**Student.** I was told that light can switch off the current through a two-site molecule. The hopping gets multiplied by a Bessel function $J_0$, and at its zeros the current stops. A drive feeds energy in, so I would expect more current. I don't accept the claim until I see where $J_0$ comes from.

**Lecturer.** Then we fix the model first. I call the hopping $\Delta$ (often written $t$) and keep $t$ for time. The molecule has two orbitals, the electrons are spinless and noninteracting, and the drive shifts the two levels in opposite directions:

$$H_m(t)=-\Delta\,(c_1^\dagger c_2+c_2^\dagger c_1)+\tfrac12A\cos\omega t\,(n_1-n_2).\tag{1}$$

The detuning is $\epsilon_1-\epsilon_2=A\cos\omega t$, and the common undriven level is the zero of energy. Site 1 couples to the left lead through $\sum_q(V_qc_{Lq}^\dagger c_1+\text{h.c.})$, and site 2 couples in the same way to the right lead. The leads are undriven free-electron reservoirs with Fermi functions $f_{L,R}$ and chemical potentials $\pm eV/2$. The coupling $\Gamma=2\pi\sum_q|V_q|^2\delta(\epsilon-\epsilon_q)$ is the same on both sides and independent of energy (the wide-band limit), so $\Gamma/\hbar$ is the rate at which a filled site empties into an empty lead. The current $I$ is $e>0$ times the period-averaged electron flow from left to right. I set $\hbar=1$ in the algebra and restore it in the results.

**Student.** Landauer's formula needs a static scatterer, and this one isn't.

**Lecturer.** So we start from the Heisenberg equations, which are linear for this Hamiltonian:

$$i\dot c_{Lq}=\epsilon_qc_{Lq}+V_qc_1,\qquad i\dot c_1=\tfrac12A\cos\omega t\;c_1-\Delta c_2+\sum_qV_q^*c_{Lq}.$$

Integrate the first from an early time $t_0$, at which the leads are in equilibrium and uncorrelated with the molecule, and insert it in the second. The free part gives $\xi_L(t)=-i\sum_qV_q^*e^{-i\epsilon_q(t-t_0)}c_{Lq}(t_0)$. The other part gives $-\int_{t_0}^t ds\sum_q|V_q|^2e^{-i\epsilon_q(t-s)}c_1(s)$, whose kernel is $\int\frac{d\epsilon}{2\pi}\Gamma e^{-i\epsilon(t-s)}=\Gamma\delta(t-s)$. This delta function is the limit of a narrow even kernel, and only half of it lies at $s<t$. Hence

$$\dot c_{1}=-\tfrac i2A\cos\omega t\;c_1+i\Delta c_2-\tfrac\Gamma2c_1+\xi_L,\qquad \dot c_{2}=+\tfrac i2A\cos\omega t\;c_2+i\Delta c_1-\tfrac\Gamma2c_2+\xi_R,\tag{2}$$

$$\langle\xi_\ell^\dagger(t)\xi_{\ell'}(s)\rangle=\delta_{\ell\ell'}\,\Gamma\int\frac{d\epsilon}{2\pi}f_\ell(\epsilon)\,e^{i\epsilon(t-s)}.\tag{3}$$

Take first the limit of infinite bias, $f_L=1$ and $f_R=0$ at all energies. Then the left correlator is $\Gamma\delta(t-s)$ and the right one vanishes.

**Student.** Infinite bias is a fiction. How large is large?

**Lecturer.** We will put a number on it, and the number matters for your molecule. The limit is useful because the equations close. Define $n_i=\langle c_i^\dagger c_i\rangle$ and $p=\langle c_1^\dagger c_2\rangle$. The solution of (2) is $c_i(t)=\sum_\ell\int^tds\,U_{i\ell}(t,s)\xi_\ell(s)$, where $\ell=L,R$ labels sites 1, 2 and $U(t,t)$ is the unit matrix. The delta correlator therefore gives $\langle c_1^\dagger\xi_L\rangle=\Gamma/2$ and $\langle c_2^\dagger\xi_L\rangle=0$ at equal times. Differentiating the products,

$$\dot n_1=\Gamma(1-n_1)-2\Delta\,\mathrm{Im}\,p,\qquad \dot n_2=-\Gamma n_2+2\Delta\,\mathrm{Im}\,p,$$

$$\dot p=iA\cos\omega t\;p+i\Delta(n_1-n_2)-\Gamma p.\tag{4}$$

The sum obeys $\frac{d}{dt}(n_1+n_2)=\Gamma(1-n_1-n_2)$ and relaxes to 1. With $z=n_1-n_2$,

$$\dot z=\Gamma(1-z)-4\Delta\,\mathrm{Im}\,p.\tag{5}$$

The flow across the central bond is $j=2\Delta\,\mathrm{Im}\,p$. In a periodic state $\dot n_2$ averages to zero, so $\bar j=\Gamma\bar n_2=\Gamma(1-\bar z)/2$, which is the flow into the right lead. No weak-coupling approximation has been made. For wide bands and infinite bias, (4) and (5) are exact at any $\Gamma$.

**Student.** Now you will say that the cosine averages out. But $A$ is larger than $\hbar\omega$. You cannot average a term that big.

**Lecturer.** Correct. Averaging (4) as it stands would return the bare $\Delta$, which is wrong. The large term has to be removed exactly first. Put $p=e^{i\phi}q$ with $\phi(t)=a\sin\omega t$ and $a=A/\hbar\omega$, so that $\dot\phi=A\cos\omega t$. Then

$$\dot q=-\Gamma q+i\Delta e^{-i\phi}z,\qquad \dot z=\Gamma(1-z)-4\Delta\,\mathrm{Im}(e^{i\phi}q).\tag{6}$$

Now $A$ sits only in phase factors of modulus one. Since $|q|\le1$ and $|z|\le1$, every right-hand side is bounded by a few times $\Delta$ or $\Gamma$, whatever $A$ is. In one period $T=2\pi/\omega$ the variables change by amounts of order $\Delta/\omega$ and $\Gamma/\omega$. If both are small, $q$ and $z$ may be held fixed while the coefficients are averaged over a period:

$$\frac1T\int_0^Te^{\pm ia\sin\omega t}\,dt=J_0(a).$$

This is Bessel's integral, or the $k=0$ term of the Jacobi–Anger series $e^{ia\sin\theta}=\sum_kJ_k(a)e^{ik\theta}$. The averaged equations are those of the undriven junction with

$$\Delta_{\rm eff}=\Delta\,J_0(A/\hbar\omega).\tag{7}$$

Their steady state has $q=i\Delta_{\rm eff}z/\Gamma$, so $\bar j=2\Delta_{\rm eff}\,\mathrm{Im}\,q=2\Delta_{\rm eff}^2z/\Gamma$. Inserting $z=1-2\bar j/\Gamma$ gives $\bar j\,(1+4\Delta_{\rm eff}^2/\Gamma^2)=2\Delta_{\rm eff}^2/\Gamma$, that is

$$I=\frac{e\Gamma}{\hbar}\,\frac{2\Delta_{\rm eff}^2}{4\Delta_{\rm eff}^2+\Gamma^2}.\tag{8}$$

For $\Delta_{\rm eff}\gg\Gamma$ it saturates at $e\Gamma/2\hbar$, two contacts in series with each site half filled. For $\Delta_{\rm eff}\ll\Gamma$ it is $2e\Delta_{\rm eff}^2/\hbar\Gamma$, limited by the bond. It vanishes at the zeros of $J_0$, $a=2.405,\ 5.520,\dots$

**Student.** And my energy argument?

**Lecturer.** The effect is interference. The amplitude for a hop at time $t$ carries the phase $\phi(t)$. The electron waits many periods before it leaves through a contact, so the amplitudes from all instants within a period add coherently. Their sum is $J_0(a)$ times the undriven sum, and at special amplitudes the phasors close into a loop. Grossmann, Dittrich, Jung and Hänggi named this coherent destruction of tunnelling in 1991, for an isolated double well. The same Bessel factor appears in the dynamic localisation of Dunlap and Kenkre (1986) on a lattice.

**Student.** Here is my real objection. At a zero of $J_0$ the term you kept is gone, so the terms you dropped are all that is left. Equation (8) cannot be right exactly where it is interesting.

**Lecturer.** That is so, and we need their size. Equations (4) and (5) can be solved exactly. Write $p=x+iy$:

$$\dot x=-\Gamma x-A\cos\omega t\;y,\qquad \dot y=-\Gamma y+A\cos\omega t\;x+\Delta z,\qquad \dot z=\Gamma-\Gamma z-4\Delta y.$$

For the difference of two solutions, $x^2+y^2+z^2/4$ decays as $e^{-2\Gamma t}$, because the $A$ and $\Delta$ terms cancel in its derivative. So the periodic state is unique. The equations are invariant under $t\to t+T/2$ with $x\to-x$, so in that state $x$ has only odd harmonics and $y,z$ only even ones. Expand in $e^{in\omega t}$. The third equation gives $z_n=\delta_{n0}-4\Delta y_n/(\Gamma+in\omega)$. With

$$D_n=\Gamma+in\omega\ \ (n\ \text{odd}),\qquad D_n=\Gamma+in\omega+\frac{4\Delta^2}{\Gamma+in\omega}\ \ (n\ \text{even}),$$

the other two become a three-term recursion,

$$D_nx_n=-\tfrac A2(y_{n-1}+y_{n+1}),\qquad D_ny_n=\tfrac A2(x_{n-1}+x_{n+1})+\Delta\delta_{n0}.$$

For $n\ge1$ we need the solution that decays at large $n$. Divide each equation by the harmonic $n-1$ and write the ratio of harmonic $n$ to harmonic $n-1$ as $-A/2S_n$ for odd $n$ and $+A/2S_n$ for even $n$. Both cases give $S_n=D_n+A^2/4S_{n+1}$, a continued fraction. In the $n=0$ equation $y_0$ is real and $x_{-1}=x_1^*$, so $x_1+x_{-1}=-Ay_0\,\mathrm{Re}(1/S_1)$. With $\bar j=2\Delta y_0$,

$$\bar j=\frac{2\Delta^2}{\Gamma+4\Delta^2/\Gamma+\tfrac12A^2\,\mathrm{Re}(1/S_1)}.\tag{9}$$

This holds for any $\omega$, $A$, $\Delta$ and $\Gamma$ at infinite bias.

**Student.** I see no Bessel function in it.

**Lecturer.** Expand in $1/\omega$. At zeroth order $D_n=in\omega$, so $S_n=i\omega T_n$ with $T_n=n-a^2/4T_{n+1}$. The recurrence $J_{n-1}+J_{n+1}=(2n/a)J_n$ shows that $T_n=(a/2)J_{n-1}/J_n$ satisfies this, and $J_n$ is the solution of the recurrence that decays with $n$. A small change of the $D_n$ propagates as $\delta S_n=\delta D_n-(A^2/4S_{n+1}^2)\,\delta S_{n+1}=\delta D_n+(J_{n+1}/J_n)^2\,\delta S_{n+1}$. Iterating,

$$\delta S_1=\sum_{n\ge1}\frac{J_n^2}{J_1^2}\,\delta D_n.\tag{10}$$

The leading change is $\delta D_n=\Gamma$, and $\sum_kJ_k^2=1$ over all integers gives $\delta S_1=\Gamma\sigma$ with $\sigma=(1-J_0^2)/2J_1^2$. Thus

$$\mathrm{Re}\frac1{S_1}\simeq\frac{\Gamma\sigma}{\omega^2T_1^2+\Gamma^2\sigma^2},\qquad T_1=\frac a2\frac{J_0}{J_1}.$$

Away from the zeros of $J_0$ drop $\Gamma^2\sigma^2$. The last term in the denominator of (9) becomes $\Gamma(1-J_0^2)/J_0^2$, the denominator is $\Gamma/J_0^2+4\Delta^2/\Gamma$, and multiplying through by $\Gamma J_0^2$ returns (8). The terms neglected are of relative order $(\Delta/\omega)^2$ and $(\Gamma/\omega)^2$, with no first-order term, and they grow as a zero is approached. At a zero $a_j$, $T_1=0$ and the last term is $A^2/2\Gamma\sigma=A^2J_1^2/\Gamma$, which outweighs the other two by a factor of order $\omega^2/(\Gamma^2+4\Delta^2)$. So the current has a floor,

$$I_{\min}\simeq\frac{e\Gamma}{\hbar}\,\frac{2}{a_j^2J_1^2(a_j)}\left(\frac{\Delta}{\hbar\omega}\right)^2.\tag{11}$$

The coefficient $2/a_j^2J_1^2$ is 1.283 at the first zero and 0.567 at the second.

**Student.** What carries that current?

**Lecturer.** The processes you had in mind at the start. Hold $z$ fixed in (6) but keep all harmonics of the phase. Then $q=i\Delta z\sum_kJ_ke^{-ik\omega t}/(\Gamma-ik\omega)$, and averaging $2\Delta\,\mathrm{Im}(e^{i\phi}q)$ gives

$$\bar j\simeq2\Delta^2z\sum_k\frac{J_k^2(a)\,\Gamma}{\Gamma^2+k^2\omega^2}.$$

The $k=0$ term leads to (8). The others are hops with exchange of $k$ photons, off resonance by $k\hbar\omega$ and allowed only through the Lorentzian tail of width $\Gamma$. At a zero $z\simeq1$ and they sum to $4\Delta^2\Gamma\omega^{-2}\sum_{k\ge1}J_k^2/k^2$. At the first zero the sum is 0.3208, and four times it is the 1.283 of (11).

Two more facts follow from $S_1$. The floor dominates while $\omega|T_1|<\Gamma\sigma$. Near a zero $J_0\simeq-J_1(a-a_j)$, so $T_1\simeq-(a_j/2)(a-a_j)$, and with $\sigma=1/2J_1^2$ the condition is $|a-a_j|<\Gamma/(\hbar\omega\,a_jJ_1^2)$. Also, the dip moves slightly. For $\Gamma\to0$ the even $D_n$ change by $-4i\Delta^2/n\omega$, and setting $\mathrm{Im}\,S_1=0$ with (10) gives a shift $-8(\Delta/\hbar\omega)^2\sum_{n=2,4,\dots}J_n^2/(n\,a_jJ_1^2)$, equal to $-1.16\,(\Delta/\hbar\omega)^2$ at the first zero. A term of order $(\Gamma/\hbar\omega)^2$ adds to it.

**Student.** You still owe me the meaning of large bias. I would guess $eV\gg\Delta,\Gamma$, so that both levels sit inside the window.

**Lecturer.** For the driven model (1) that is not enough. Return to (2) and remove the drive there, $c_{1}=e^{-i\phi/2}\tilde c_{1}$ and $c_{2}=e^{+i\phi/2}\tilde c_{2}$. The hopping acquires $e^{\pm i\phi}$ and averages to $\Delta_{\rm eff}$ as before, but the noise changes too, $\tilde\xi_L=e^{i\phi/2}\xi_L$ and $\tilde\xi_R=e^{-i\phi/2}\xi_R$. The left correlator (3) is multiplied by $e^{-i\phi(t)/2+i\phi(s)/2}$. Parts of it that oscillate in $t$ at fixed $t-s$ move the slow variables only by order $\Gamma/\omega$, so at leading order we average, which gives $\sum_kJ_k^2(a/2)e^{-ik\omega(t-s)}$. The right factor is the complex conjugate and has the same average, since $J_{-k}^2=J_k^2$. Shifting $\epsilon$ in each term turns (3) into a stationary correlator with

$$f_\ell^{\rm eff}(\epsilon)=\sum_kJ_k^2(a/2)\,f_\ell(\epsilon+k\hbar\omega).$$

For $f_L=1$, $f_R=0$ nothing changes, which is why this step did not appear earlier. The problem is now static. In energy space $\tilde c=iG\tilde\xi$, where $G$ is the inverse of the matrix with $E=\epsilon+i\Gamma/2$ on the diagonal and $\Delta_{\rm eff}$ off it. So $G_{11}=G_{22}=E/D$ and $G_{12}=G_{21}=-\Delta_{\rm eff}/D$, with $D=E^2-\Delta_{\rm eff}^2$. The bond current is $2\Delta_{\rm eff}\Gamma\int\frac{d\epsilon}{2\pi}\mathrm{Im}\,[G_{11}^*G_{21}f_L^{\rm eff}+G_{12}^*G_{22}f_R^{\rm eff}]$, and the two imaginary parts are $\pm\Delta_{\rm eff}\Gamma/2|D|^2$. This is a Landauer formula,

$$I=\frac eh\int d\epsilon\;\mathcal T(\epsilon)\,[f_L^{\rm eff}-f_R^{\rm eff}],\qquad \mathcal T=\frac{\Gamma^2\Delta_{\rm eff}^2}{[(\epsilon-\Delta_{\rm eff})^2+\Gamma^2/4]\,[(\epsilon+\Delta_{\rm eff})^2+\Gamma^2/4]}.$$

The integral of $\mathcal T$ alone is a convolution of two Lorentzians of half-width $\Gamma/2$, which is a Lorentzian of half-width $\Gamma$ taken at $2\Delta_{\rm eff}$. It gives $\int\mathcal T\,d\epsilon=4\pi\Gamma\Delta_{\rm eff}^2/(4\Delta_{\rm eff}^2+\Gamma^2)$, and division by $h=2\pi\hbar$ reproduces (8) a third time.

Since $\mathcal T$ is confined to $|\epsilon|\lesssim\Delta,\Gamma$, the bracket may be taken at $\epsilon=0$ when no step lies nearby. Let $K\hbar\omega<eV/2<(K+1)\hbar\omega$, with both margins large against $\Delta$, $\Gamma$ and $k_BT$. Then $f_L(k\hbar\omega)=1$ for $k\le K$ and $f_R(k\hbar\omega)=1$ for $k\le-K-1$, so

$$I=W_K\,\frac{e\Gamma}{\hbar}\,\frac{2\Delta_{\rm eff}^2}{4\Delta_{\rm eff}^2+\Gamma^2},\qquad W_K=\sum_{|k|\le K}J_k^2(A/2\hbar\omega).\tag{12}$$

Large bias means $W_K\simeq1$, so the window must hold all sidebands that carry weight, and these extend somewhat beyond $|k|\hbar\omega=A/2$. The dips stay at the zeros of $J_0(a)$ at smaller bias, but the height of the curve drops. The floor is then of the same order in $1/\omega$ as (11), with a coefficient that we have not derived.

**Student.** The argument $a/2$ looks as if it depends on how you split the drive.

**Lecturer.** It does, and physically so. Model (1) moves each site by $\pm A/2$ against static leads. If each lead followed its neighbouring site, so that the whole ac voltage dropped across the central bond, the noise would carry the same phase as the site, the phases would cancel, and $W=1$ already for $eV\gg\Delta,\Gamma$. The factor $J_0(a)$ depends only on the detuning between the two sites.

**Student.** So what is the full list of conditions?

**Lecturer.** Equation (8) needs the following. First, $\hbar\omega\gg\Delta,\Gamma$, with $A$ unrestricted inside the model. Second, $a$ outside the intervals $|a-a_j|\lesssim\Gamma/(\hbar\omega a_jJ_1^2)$, within which (9) or (11) takes over. Third, a bias window with $W_K\simeq1$, otherwise (12). Fourth, equal couplings that are constant over the sideband range, and no static detuning on the scale of $\Gamma$ and $\Delta_{\rm eff}$. Fifth, a drive lasting much longer than $\hbar/\Gamma$, and no dephasing by vibrations beyond the decay $\Gamma$ of $p$ in (4). Sixth, no interaction and no third orbital within reach. Noninteracting spin doubles the current. A density–density repulsion commutes with the phase transformation, so (7) survives it, but the stationary current is then a different function of $\Delta_{\rm eff}$.

**Student.** Now the biphenyl junction with 0.5 eV photons.

**Lecturer.** That is a wavelength of 2.48 µm and a period of 8.27 fs. Let each site be the Hückel HOMO of one ring that has amplitude on the linking carbon, with squared coefficient $1/3$ there. With a typical $\pi$ resonance integral of about 2.4 eV and twist angle $\theta$, $\Delta\approx0.8\cos\theta$ eV. At the twist of roughly 40° typical of unsubstituted biphenyl this is 0.61 eV, above the photon energy, so (7) and (8) do not apply there. We need rings locked almost perpendicular. I assume $\Delta=0.050$ eV, which corresponds to $\theta=86.4°$ in this estimate, and $\Gamma=0.040$ eV, both illustrative. Then $\Delta/\hbar\omega=0.10$, $\Gamma/\hbar\omega=0.08$, $\hbar/\Gamma=16.5$ fs and $e\Gamma/\hbar=9.74$ µA. At infinite bias:

| $a$ | $I\hbar/e\Gamma$ from (8) | $I\hbar/e\Gamma$ from (9) | $I$ from (9), µA |
|---|---|---|---|
| 0 | 0.4310 | 0.4310 | 4.20 |
| 1 | 0.3927 | 0.3929 | 3.83 |
| 2 | 0.1193 | 0.1236 | 1.20 |
| 2.405 | 0 | 0.0127 | 0.123 |
| 5.520 | 0 | 0.0056 | 0.0547 |

The last two rows are at the exact zeros of $J_0$. To follow the first of them, in units of $\hbar\omega$ the continued fraction gives $S_1=0.1505-0.0087i$, the last term in the denominator of (9) is 19.1, and the other two add to 0.58. The leading estimate (11) gives 0.0128 and 0.0057 for the two zeros. The model's current falls by a factor of 34 at the first zero, and it does not vanish. The floor dominates for $|a-a_1|<0.12$. Dividing $\mathrm{Im}\,S_1$ by the slope $-a_1/2$ shows that it vanishes at a shift of about $-0.007$ in $a$, small against that width. Notice too that at $a=1$ the current has hardly moved, because $4\Delta_{\rm eff}^2$ still exceeds $\Gamma^2$ and (8) is near saturation.

**Student.** And at a bias that a junction survives?

**Lecturer.** At the first zero $W_0=0.449$, $W_1=0.947$ and $W_2=0.998$, reached above a small bias, above 1 V and above 2 V. The large-bias formula as such therefore needs more than 2 V in model (1). At $V=0.5$ V we have $K=0$, with margins of 0.25 eV against $k_BT=0.026$ eV at 300 K. For $a=2$, $W_0=J_0^2(1)=0.586$, and (12) gives 0.68 µA for the model, uncertain by a few per cent to judge from the difference between (8) and (9) in that row.

The drive is severe. The first zero needs $A=1.20$ eV. Over a ring-to-ring distance of about 0.43 nm, without screening, that is a local field amplitude of 2.8 V/nm. A plane wave of that amplitude has intensity $\tfrac12c\epsilon_0E^2=1.0\times10^{12}$ W/cm², and an assumed field enhancement of 100 in the gap lowers the incident intensity to $1.0\times10^{8}$ W/cm², which points to short pulses. The second zero needs 2.76 eV and 6.4 V/nm. That amplitude exceeds the Hückel spacing of one resonance integral between the HOMO and the lowest $\pi$ level of a ring, so the two-site truncation is not credible there, and the last row of the table is a statement about the model alone.

**Student.** Are microamperes what such a junction carries?

**Lecturer.** No. All these currents belong to the model, which puts both levels in the middle of the bias window, as a gate would have to arrange. In typical near-perpendicular biphenyl junctions the frontier level lies an electronvolt or more from the Fermi energy, and typical low-bias conductances are $10^{-5}$ to $10^{-4}\,G_0$, with $G_0=2e^2/h=77.5$ µS. The upper value corresponds to 3.9 nA at 0.5 V, so the model's dark current of 4.20 µA is too high by about three orders of magnitude or more. The mechanism differs as well. Off resonance the electron crosses in a time of order $\hbar$ over the level offset, shorter than the optical period, so the averaging behind $J_0$ has no basis for that direct tunnelling current, and sidebands that reach the level tend to raise the current. Paths through $\sigma$ orbitals, absent from (1), add a background that the interference does not cancel. The factor of 34 describes a resonant two-site conductor with $\Delta/\hbar\omega=0.10$ and $\Gamma/\hbar\omega=0.08$, and a molecule shows it only to the extent that its levels can be brought into the window and held there under a field of a few volts per nanometre.